Margin comments on the LAPW force: what each term costs and buys

1. Conventions. τ is the atom position, K = k+G, V the effective potential energy of an electron, n̂ the outward normal of the sphere (MT); I marks the interstitial. From E = Σfε − ∫nV + E_es + E_xc, the terms in dn/dτ cancel at self-consistency:
F = F_HF − Σf dε/dτ + ∫n ∂V/∂τ.
F_HF = ZeE(τ) = Z∇V_C(τ), with V_C the Coulomb energy without the atom's own nucleus. Only l = 1 has a gradient at the centre: F_HF,z = Z√(3/4π) lim V_C,10(r)/r.

2. Core term. Core states ride with the nucleus and sample V(τ+s), so Σ dε_c/dτ = ∫n_c(∂V/∂τ + ∇V) and F_core = −∫n_c∇V. For a field uniform over the core, exchange-correlation aside, F_HF = ZeE and F_core = −N_c eE. Ti (Z = 22) with a typical 1s2s2p core, N_c = 10, loses 45 % of F_HF. The term costs one radial integral, and no cutoff replaces it.

3. Valence term. In the sphere φ_K(τ+s) = exp(iK·τ)χ_K(s). Let h = (ħ²/2m)∇φ_K'*·∇φ_K + (V−ε)φ_K'*φ_K and h_MT its sphere integral. Differentiate the sphere integral in the moving frame and the interstitial one through its moving boundary; the ∮nV pieces cancel after one partial integration:
F_val = ∫_MT V∇n_v + Σf Σc_K'*c_K [∮(ħ²K'·K/2m − ε)φ_K'*φ_K n̂ dS − i(K−K')h_MT].
This is the structure of the result of Yu, Singh and Krakauer (1991). The phase alone is not the basis derivative: at fixed r, η = dψ/dτ = Σc_K(iK − ∇)φ_K in the sphere.

4. Where the surface term belongs. With value and slope matched for all l, η = 0 on the sphere and ∂_nη = n̂(∇²ψ_I − ∇²ψ_MT). Green's theorem gives ⟨ψ|Tη⟩ = ⟨Tψ|η⟩ − D, D = ∮ψ*(Tψ_MT − Tψ_I) n̂ dS. Per state,
F_val = −[⟨η|(H−ε)ψ⟩ + ⟨ψ|(H−ε)η⟩ + D] = −2Re⟨η|(H−ε)ψ⟩_MT.
D goes with the unsymmetrised pair; adding it to the 2Re form counts it twice.

5. Work and memory. Convention: multiply-adds, dense diagonalisation counted as N³ for every basis. N = ΩK_max³/6π²; L = 2N_at(l_max+1)² sphere functions. The sphere parts of H and S cost 2LN², projecting N_b bands costs N_bLN, and F_val adds one K-weighted projection per direction. Memory is 2N² + LN, against N² for plain plane waves (PW). Tetragonal BaTiO3 with a = 3.994 Å, c = 4.034 Å (compiled values, Wikipedia) has Ω = 64.35 Å³. Assumed settings: R_min = 0.85 Å, R_min K_max = 7, l_max = 8, N_b = 20. Then K_max = 8.24 Å⁻¹, N = 607, L = 810, and 3N_bLN/(N³ + 2LN²) = 3.6 % of one iteration.

6. Solvable model. A chain along c stands for Ti sliding against its cage. Units: ħ = m = 1, length c/2 = 2.017 Å, energy 1.873 eV. Each cell (length 2) holds −δ(x−τ) and a fixed potential U₀cos πx; s = x − τ. At k = π/2 the lowest band has ε = 0 and ψ₀ ∝ 1−|s| exactly; the next level lies π²/8 (2.31 eV) higher. Forces are taken to first order in U₀, valid for U₀ far below that gap. Each basis below translates with the atom as a space, so the full force is F = πWf, W = U₀ sin πτ, f = ⟨cos πs⟩. Exactly, f = 3∫₀¹(1−s)²cos πs ds = 6/π² = 0.6079 and F = 6W/π.
F_HF is the mean slope of n at the nucleus, 2ψ₀(0)ψ₁'(0), where the odd response obeys −ψ₁''/2 = Wψ₀ sin πs, ψ₁'(1) = 0. With ψ₀ = √(3/2)(1−|s|),
ψ₁' = √(3/2)(2W/π)q(s), q = (1−s)cos πs + (sin πs)/π, q(0) = 1,
which returns 6W/π.

7. Plane waves. The basis is fixed, so F_HF is the full force. With N = 2M waves, K_j = (2j−1)π/2, the coefficients are c_j = 1/(K_j² − κ²), κ² = 2ε, 2Σc_j = 1, and f = (c₁²/2 + Σc_j c_j+1)/Σc_j². The complete sum is tan κ/κ ≈ 1 + κ²/3 and the missing tail 2/(π²M), so κ² ≈ 6/(π²M). The state tends to sin κ(1−|s|), for which f/f_exact = 1 − (7/15 − 4/π²)κ². Deviation: −0.0746/N, so work grows as (deviation)⁻³.

8. LAPW. Take R = 1/2 (1.0085 Å, near a typical Ti sphere) and E_l = 0. Even functions are a(1−|s|) + b(s² − |s|³/3), odd ones αs + βs³, so L = 4. For value A and slope B at R: b = (6/7)(2A+B), a = 9A/7 − 5B/14, β = 2(B−2A), α = 3A − B/2. The table solves the M×M even eigenproblem and the M×M odd response. For N = 2, in units of W: F_HF = 1.421; the phase part of η gives −0.194, the gradient part +0.560; the total is 1.787 = πf, against the exact 1.910. The phase alone moves the force the wrong way.

9. How the full force converges. Write the wave-function error as δ₀ + U₀δ₁. The energy error is quadratic in it, so the force error goes as h[δ₀,δ₁]. The sphere keeps its four functions at any N, so δ₁ has a finite limit; that limit is h-orthogonal to the N → ∞ space, which contains δ₀, and drops out. What remains is the slope jump at R of the limiting response, which slope-matched waves approach only algebraically. The error is thus √ε_N times a factor that falls as a power of M, roughly M^(−3/2): a unit slope correction at the endpoint overlaps a normalised polynomial of degree ~M as √M/M². With t = sin(π(1−s)/2), the even basis spans odd polynomials of degree 2M−1 in t, which must fit arcsin t on |t| ≤ 1/√2. The branch points t = ±1 fix the Bernstein ellipse parameter √2+1, so each pair of waves gains 3+2√2 = 5.83, up to powers of M. Work grows as ln³(1/deviation). For N = 2, 4, 6, ε_N = 1.9×10⁻², 3.0×10⁻⁴, 5.3×10⁻⁶; |deviation|/√ε_N is 0.5, 0.09, 0.05, and the force gains are 43 and 13, still above the asymptote.

10. The floor of F_HF. Its deviation is −F_val, which pairs δ₁ with η, and η jumps at the nucleus at any N. For N → ∞ the interstitial is complete and the response equation makes ψ₁' in the sphere the least-squares fit of q by 1 and s². At s = 0, with ξ = s/R, the fit is ∫₀¹q(9 − 15ξ²)/4 dξ = 1 − π²R³/48 + … At R = 1/2 it equals 240/π⁴ − 60/π³ + 9/π² − 3/(2π), a deviation of −3.68×10⁻². No increase of N lowers it; more or better-chosen radial functions, or a smaller sphere, do. With E_l = k²/2 in the odd channel alone, ψ₀ is untouched, the fit uses cos ks and s·sin(ks)/k, and its value at s = 0 rises by about 0.003k² for small k.

11. Table. Work for one state: PW N³; HF only N³ + 2LN² + LN; full force LN more. Deviation is F/F_exact − 1.

method | N | work | memory | deviation
PW | 2 | 8 | 4 | −0.178
PW | 4 | 64 | 16 | −2.24×10⁻²
PW | 6 | 216 | 36 | −1.27×10⁻²
PW | 8 | 512 | 64 | −9.25×10⁻³
PW | 76 | 438976 | 5776 | −9.77×10⁻⁴
LAPW, HF only | 2 | 48 | 16 | −0.256
LAPW, HF only | 4 | 208 | 48 | −6.17×10⁻²
LAPW, HF only | 6 | 528 | 96 | −4.77×10⁻²
LAPW, full | 2 | 56 | 16 | −6.44×10⁻²
LAPW, full | 4 | 224 | 48 | −1.50×10⁻³
LAPW, full | 6 | 552 | 96 | −1.18×10⁻⁴

12. Finite differences. A central difference of the LAPW energy with step Δ needs two runs per coordinate, 2(N³ + 2LN²) = 1008 at N = 6, 1.8 times the full force. It reproduces the full force times sin(πΔ)/(πΔ), plus energy noise divided by Δ. For Δ = 0.02 Å the factor adds −1.6×10⁻⁴, more than the basis error. The polar distortion of BaTiO3 has three free coordinates (Ti and two O sites along c, relative to Ba): six self-consistent runs against one. It serves as a test of the analytic force.

13. Cheapest choice.
10 %: full LAPW N = 2 (56) or PW N = 4 (64), a tie within the counting convention.
5 %: PW N = 4 (64); HF only needs 528.
1 %: full LAPW N = 4 (224); PW needs N = 8, 2.3 times the work.
0.1 %: full LAPW N = 6 (552); PW needs N = 76, 795 times the work.
Best inside a budget: work 100, PW N = 4; work 250, full LAPW N = 4; work 600, full LAPW N = 6. HF only wins no case.

14. Limits. E_l equals ε here, the best case for δ₀; otherwise δ₀ has a floor of order (ε−E_l)². A three-dimensional Coulomb cusp gives c ∝ K⁻⁴ and an energy error ∝ K_max⁻³, milder than this δ, but dense work grows as K_max⁹ and memory as K_max⁶; iterative FFT solvers lower the PW count. All deviations are the model's. A soft-mode force is a small remainder of opposing terms: if it is an assumed tenth of the electronic term, the model's HF floor becomes 37 % of the net force, and the core term of comment 2 is absent from the chain altogether.